**Question: Why does MP2 beat full CI for the ionisation energy of AlH₃, and what should I pay for?**

I want the vertical ionisation energy of AlH₃, with the cation at the geometry of the neutral. In my small basis, full CI (FCI in the table) is further from the best estimate than MP2 is. Climbing the coupled-cluster ladder hardly changes anything either. Should I spend my computer time on a higher level or on a larger basis?

Vertical ionisation energy of AlH₃ at the PBE0/def2-TZVP geometry, computed with Ansatz 0.2.0 and an in-house AFQMC program (afq 1), with frozen cores, RHF for the neutral and UHF for the cation. The basis is cc-pVDZ except at the basis limit (CBS), where MP2 supplies the step beyond def2-TZVPP. The best estimate is CCSD(T)/CBS plus the step to full CI in cc-pVDZ.

```csv
level,this level less the best estimate at the basis limit (meV),"statistical noise, one standard error (meV)"
HF,-829.0,0.000
MP2,-224.0,0.000
CCSD,-245.0,0.000
CCSD(T),-249.0,0.000
CCSDT,-253.0,0.000
CCSDT(Q),-253.0,0.000
ph-AFQMC/CISD,-235.0,4.000
released AFQMC,-248.0,8.000
free AFQMC,-245.0,5.000
FCI,-253.0,0.000
HF/CBS,-814.0,0.000
MP2/CBS,33.0,0.000
CCSD(T)/CBS,5.0,0.000
```

**Answer**

Spend it on the basis first. Full CI is exact only within the orbitals it is given, so its error of −253 meV against the best estimate is the error of cc-pVDZ itself. The other levels in that basis carry a basis error too, and their own error comes on top. Measured from full CI in the same basis, MP2 is 29 meV too high. That offsets a little of the basis error, which is the only reason why MP2 looks better.

The basis error has a physical origin. The neutral molecule has six valence electrons, three of each spin, which make nine pairs of opposite spin. Removing one electron leaves six such pairs. Electrons of opposite spin can come close together, and avoiding each other there lowers the energy. The neutral gains more from this than the cation, so a method that leaves correlation out makes ionisation too easy.

Counting pairs gives the direction of the effect but not a reliable size. If each pair contributed equally, ionisation would cost a third of the neutral's correlation energy, or 931 meV in cc-pVDZ. The calculated loss is 576 meV. Theory offers two reasons for the difference, which the table cannot separate. Pairs do not all contribute equally, and the remaining electrons do not keep their old correlation energy, because the hole opens new ways for them to avoid each other.

A small basis has the same fault in milder form. Products of smooth orbitals are slow to reproduce the sharp feature of the wavefunction where two electrons meet. The average field of Hartree–Fock (HF) has no such feature, and going to the basis limit (CBS in the table) moves HF by only 15 meV. The same step moves CCSD(T) by 254 meV. For this ionisation, a larger basis therefore pays off only together with a method that describes correlation.

This suggests a cheap recipe: take the basis effect from MP2 and the method effect from a small basis, and add them. MP2 at the limit is 33 meV too high. In cc-pVDZ, going from MP2 to CCSD(T) changes the result by −249 − (−224) = −25 meV. The sum is 33 − 25 = 8 meV above the best estimate, with nothing fitted.

That agreement is a narrower test than it looks, because the CCSD(T) limit itself relies on MP2 for the basis effect beyond TZVPP. What is tested is whether the step from MP2 to CCSD(T) stays the same between cc-pVDZ and TZVPP, and it does to about 3 meV. The 5 meV error of CCSD(T) at the limit is no independent test either. The best estimate is that limit plus a small step to full CI, so the error merely shows the step with its sign reversed. The output after this answer lists the separated errors.

How far to go depends on the purpose. The limits below are measured against the best estimate. That estimate has an extrapolation error of its own and leaves out core correlation and zero-point motion, so the same agreement with experiment is not promised:

- **To within a few tenths of an eV**, MP2 or CCSD in cc-pVDZ will do, but HF will not, even at the basis limit.
- **To within 1 kcal/mol (43 meV)**, MP2 at the limit just passes. It does so by cancellation: in cc-pVDZ it misses about 0.7 eV of correlation energy in both the neutral and the cation.
- **To within about 10 meV**, use CCSD(T) at the limit or the recipe above. CCSDT and CCSDT(Q) change the small-basis result by only 4 meV, so here they serve as checks.

The cost climbs steeply along that ladder. With the size of the molecule, MP2 grows formally as the fifth power, CCSD(T) as the seventh and CCSDT(Q) as the ninth. Full CI already involves about 11 million determinants here before symmetry is used, and doubling the number of orbitals would multiply that by about 72. It is best kept for measuring method errors in a small basis.

Phaseless auxiliary-field quantum Monte Carlo (ph-AFQMC) needs a different kind of caution. It lies 18 meV above full CI in the same basis, with a statistical noise of 4 meV. The likely cause is the constraint that keeps its random walk stable, though these runs do not prove it. Sixteen times the samples would cut the noise to 1 meV but would leave such a bias in place.

If you want to detect AlH₃ in the gas phase during aluminium deposition, remember that this is a vertical energy. Losing an electron from the degenerate highest level makes the cation distort (the Jahn–Teller effect), so ionisation can set in at a lower energy. That relaxation needs its own calculation, whatever level you choose.

Printed output of the fit:

```
Errors split by basis in meV:
             row  method error in its own basis  gain over HF in the same basis
              HF                           -576                               0
             MP2                             29                             605
            CCSD                              8                             584
         CCSD(T)                              4                             580
           CCSDT                              0                             576
        CCSDT(Q)                              0                             576
   ph-AFQMC/CISD                             18                             594
  released AFQMC                              5                             581
      free AFQMC                              8                             584
             FCI                              0                             576
          HF/CBS                           -814                               0
         MP2/CBS                             33                             847
     CCSD(T)/CBS                              5                             819
Ionisation energy by full CI in cc-pVDZ (eV): 11.24
Shift of HF from cc-pVDZ to the limit (meV): 15
Shift of MP2 from cc-pVDZ to the limit (meV): 257
Shift of CCSD(T) from cc-pVDZ to the limit (meV): 254
Share of the correlation part of the gap caught in cc-pVDZ (percent): 70.76
Error of HF at the limit plus full CI correlation in cc-pVDZ (meV): -238
Error of MP2 at the limit plus CCSD(T) step in cc-pVDZ (meV): 8
MP2 less CCSD(T) in cc-pVDZ (meV): 25
MP2 less CCSD(T) at the limit (meV): 28
Correlation energy of the neutral in cc-pVDZ (meV): 2792
Correlation energy of the cation derived from the gap (meV): 2216
Loss of correlation expected from the pair count (meV): 930.8
Energy missed by MP2 in the neutral (meV): 701.9
Energy missed by MP2 in the cation (meV): 730.9
Energy missed by CCSD in the neutral (meV): 41.26
Energy missed by CCSD in the cation (meV): 49.26
Phaseless AFQMC less full CI in the neutral (meV): -2.18
Phaseless AFQMC less full CI in the cation (meV): 15.82
Factor in samples to bring phaseless noise to 1 meV: 16
Determinants of full CI with 28 orbitals before symmetry (millions): 10.73
Growth of that number when the orbitals double: 71.6
One kcal per mol (meV): 43.36
```
